**Why does the potential around P in MoS2 ignore distance, and what should the last four sulphur sites show?**

I replaced one S atom in a two-layer MoS2 cell by P, with one extra electron, and sorted the other sites by their distance from it. I expected the potential to level off smoothly along the list. Instead S31, at 3.53 Å, lies 0.64 V above the S nearest to P, while S27, almost 1 Å farther away than S31, is level with that nearest S. What orders these sites, and what would you predict for the four S rows that still have question marks?

Ansatz 0.2.0, r2SCAN with plane waves and default PAW datasets, scalar-relativistic, without spin polarisation, cutoff 500 eV, 3x4x2 k mesh. The cell is a 36-atom supercell of MoS2 with one S replaced by P, charge -1, in a single run at previously relaxed positions. These are not an r2SCAN minimum: forces of 0.27 eV/Å on P and about 0.17 eV/Å on several S atoms remain. Vzz is the principal field gradient of largest magnitude, and the asymmetry is (Vxx - Vyy)/Vzz.

```tsv
atom	like atoms	distance from the defect (Å)	Vzz (1e21 V/m^2)	asymmetry	potential at the nucleus less that at the nearest site of the element (V)
P13	1	0.06	-6.24	0.01	0.00
Mo11	1	2.40	-8.46	0.12	0.00
Mo7	2	2.41	-8.64	0.05	-0.02
S25	1	3.12	-5.05	0.01	0.00
S15	4	3.16	-5.28	0.14	0.03
S14	1	3.17	-5.38	0.16	-0.01
S31	3	3.53	-5.17	0.02	0.64
Mo12	1	3.98	-7.11	0.09	0.25
Mo10	1	3.98	-7.16	0.13	0.26
S26	1	4.45	-4.72	0.01	-0.08
S29	2	4.45	-4.95	0.22	-0.01
S27	1	4.45	-5.02	0.22	0.00
S28	1	4.45	-5.05	0.24	0.01
Mo1	1	4.59	-7.96	0.00	0.89
S34	2	4.75	-5.43	0.02	0.64
Mo9	1	5.09	-7.23	0.21	0.23
Mo2	4	5.58	-7.70	0.00	0.90
Mo6	1	5.58	-7.78	0.01	0.90
S33	1	5.71	?	?	?
S19	3	6.42	?	?	?
S22	2	7.16	?	?	?
S21	1	7.83	?	?	?
```

**Answer**

The list mixes two layers. P sits on one face of its own layer, and S27 belongs to the opposite face of that same layer. S31 lies across the gap, on the near face of the other layer, about 3.0 Å above the plane of P. It is close to P in distance but belongs to a different sheet of MoS2.

The distances also place the four open rows. Each face of a layer holds six S sites in this cell. The three sites like S31 and the two like S34 leave one place on the near face, which S33 fills. S19, S22 and S21 together make up the six sites of the far face.

Now read the potential by layer. S31 and S34 have the same value, although S34 is more than 1 Å farther from P. The Mo atoms tell the same story once they are compared fairly. Their zero is a Mo atom bonded to P, so the right partners are the Mo atoms of the defect layer that have no such bond, at about 0.25 V. From there to the Mo atoms of the other layer the step is 0.65 V, practically the step found for S. The match rests on this choice of partners, since from the bonded Mo the step would be 0.9 V.

Electrostatics gives a reason for such a step. The extra electron makes the defect layer negative, and the repeated cell turns it into a stack of negative sheets in a uniform positive background. The potential is lowest at a sheet and highest midway between two sheets, which is where the other layer lies. P itself lies on one face of its layer. A charge left on that face in a uniform dielectric would be expected to put the two faces of each layer at different potentials. The known S rows of both faces of the defect layer instead lie between −0.08 and 0.03 V, which suggests that the layer polarises strongly enough to act as one charged sheet. If so, the other layer sits symmetrically between two charged ones, and its own two faces should be nearly level.

The size can be estimated by treating the charge as a thin sheet in the middle of its layer. Next to the sheet the field is $2\pi k/A$, where $k = 14.4$ V Å is the Coulomb constant for one elementary charge and $A$ is the area of the cell. The background makes the field fall linearly to zero at half the cell height $c$, so the step is the mean field times $c/2$:

$$\Delta V=\frac{1}{2}\cdot\frac{2\pi k}{A}\cdot\frac{c}{2}=\frac{\pi k c}{2A}$$

Neighbouring S atoms in a face are 3.16 Å apart, which gives $A = 3\sqrt3\,(3.16)^2 \approx 51.9$ Å². A layer is 3.12 Å thick and a gap 3.02 Å wide, so $c = 2(3.12+3.02) \approx 12.3$ Å. The result is about 5.4 V without screening, some eight times the step in the table. It runs from the middle of one layer to the middle of the next, so from Mo to Mo. Between S sites, which lie nearer the gap, a bare sheet would give a smaller step. With the unbonded Mo as partners, the table has nearly the same step for both elements, as expected if each layer screens the field inside it and most of the change falls in the gap. The electrons of MoS2 screen the field, and a reduction of this order is reasonable for such a semiconductor, but the estimate is too crude to yield a dielectric constant.

The formula also shows what the step is not. It depends on the area and height of the cell and on the artificial background, so it should not be read as the potential near a single P atom in MoS2.

The field gradient needs a different argument, because raising the potential of a whole layer by a constant creates no gradient. Vzz, its largest principal component, measures how far the charge around a nucleus departs from an even distribution, and the electrons close to that nucleus count most. For S this is mainly a matter of how its p electrons are shared between the direction across the layer and the directions within it. Bonds and close contacts should therefore matter more than distance as such.

S31 and S34 show the difference. They have the same potential, yet Vzz is weaker at S31 by 0.26 (in the units of the table). S31 touches P across the gap and S34 does not, so I take the contact as the likely cause, though a single pair of sites cannot prove it. None of the four open sites touches P, which makes S34 their best model.

The asymmetry tells whether the two directions perpendicular to the main axis differ. In undisturbed MoS2 each S is bonded to three equivalent Mo atoms, and the asymmetry is zero by symmetry. It stays at or below 0.02 at the known sites of the other layer, but reaches 0.24 in the defect layer. I would therefore predict:

- **S33:** potential 0.64 ± 0.03 V and Vzz −5.43 ± 0.10.
- **S19, S22 and S21:** potential 0.64 ± 0.10 V and Vzz −5.43 ± 0.20, with no trend among the three.
- **All four:** asymmetry 0.02, within a range of 0 to 0.05.

The potential comes from a fit to all 18 known rows with two constants, one for the layer step and one for Mo not bonded to P. Its largest miss is 0.08 V, at S26. The cell is only two MoS2 units wide in one direction, so one S atom on that face has two P atoms equally near. S26 may be that atom, but I have not tested whether this causes the miss. The Vzz forecast is simply the value of S34. The ranges are my judgement, and they are wider for the far face because no site there is known and the mean Vzz of the S rows differs by 0.37 between the two faces of the defect layer.

A decay with distance from the nearest P would predict something else, though this is only a rough rival, because in so small a cell the far sites also feel the periodic images of P. If the change in Vzz fell as $1/r^3$, a line through S31 and S34 would give −5.51 at S33 and −5.57 at S21.

The withheld rows as computed:

```tsv
atom	like atoms	distance from the defect (Å)	Vzz (1e21 V/m^2)	asymmetry	potential at the nucleus less that at the nearest site of the element (V)
S33	1	5.71	-5.39	0.00	0.63
S19	3	6.42	-5.42	0.01	0.64
S22	2	7.16	-5.43	0.00	0.64
S21	1	7.83	-5.42	0.00	0.65
```

All the values fall within the ranges. The potential is 0.01 V below the forecast at S33, 0.01 V above it at S21, and equal to it at S19 and S22. The far face is thus level with the near one. This fits the picture of a layer midway between charged sheets, though screening inside that layer would also be expected to flatten its potential.

For Vzz the forecast is too strong by 0.04 at S33, by 0.01 at S19 and S21, and exact at S22. The typical miss is 0.02, against 0.13 for the $1/r^3$ line, so S34 was the better guide. All the S sites of that layer that do not touch P lie within 0.04 of each other, and only S31 stands apart. That is what the contact would lead one to expect, though a decay much steeper than $1/r^3$ could look the same. I would give the miss at S33 no cause: the band gap is small, field gradients then move with the k mesh, and no second mesh was run. My range for the far face was much too cautious, since the difference between the faces of the defect layer does not carry over to the other layer.

The asymmetry was forecast too high, by 0.01 at S19 and by 0.02 at the other three. The symmetry value of zero would have been the better choice. S34 and the four new sites now look much like undisturbed MoS2, but only a run of the cell without P can show whether they are. The printed output below gives the fit and the misses.

Printed output of the fit:

```
Height of the near face of the other layer above the P plane, from S31 (angstrom): 3.022
Height of S33 if it sits in the third ring (angstrom): 3.05
Height of S19 if it sits in the first ring (angstrom): 6.155
fit of pot on 18 rows: coefficient of lay2 0.6443 +/- 0.012, coefficient of moF 0.2495 +/- 0.011; rms 0.0219, worst S26 0.08, leave-one-out rms 0.0225
  rows outside the fit (model, value, miss): S33 0.6443, 0.63, 0.0143; S19 0.6443, 0.64, 0.00429; S22 0.6443, 0.64, 0.00429; S21 0.6443, 0.65, -0.00571
Layer step from Mo not bonded to P (V): 0.65
Unscreened step of charged sheets in a uniform background (V): 5.355
Unscreened step over fitted layer step (ratio): 8.311
Forecast of Vzz for all four withheld rows (1e21 V/m^2): -5.43
Vzz forecast less computed for S33, S19, S22, S21 (1e21 V/m^2): -0.04, -0.01, 0, -0.01
Rival inverse-cube line, Vzz for S33, S19, S22, S21 (1e21 V/m^2): -5.507, -5.538, -5.558, -5.571
Rms miss of the S34 rule on the withheld rows (1e21 V/m^2): 0.02121
Rms miss of the inverse-cube line on the withheld rows (1e21 V/m^2): 0.129
Vzz of S31 less S34, computed (1e21 V/m^2): 0.26
Vzz of S31 less S34, bare point charge at P (1e21 V/m^2): -0.03636
Vzz, P face less opposite face of the defect layer, row means (1e21 V/m^2): -0.372
Asymmetry forecast for all four withheld rows: 0.02
Asymmetry forecast less computed for S33, S19, S22, S21: 0.02, 0.01, 0.02, 0.02
```
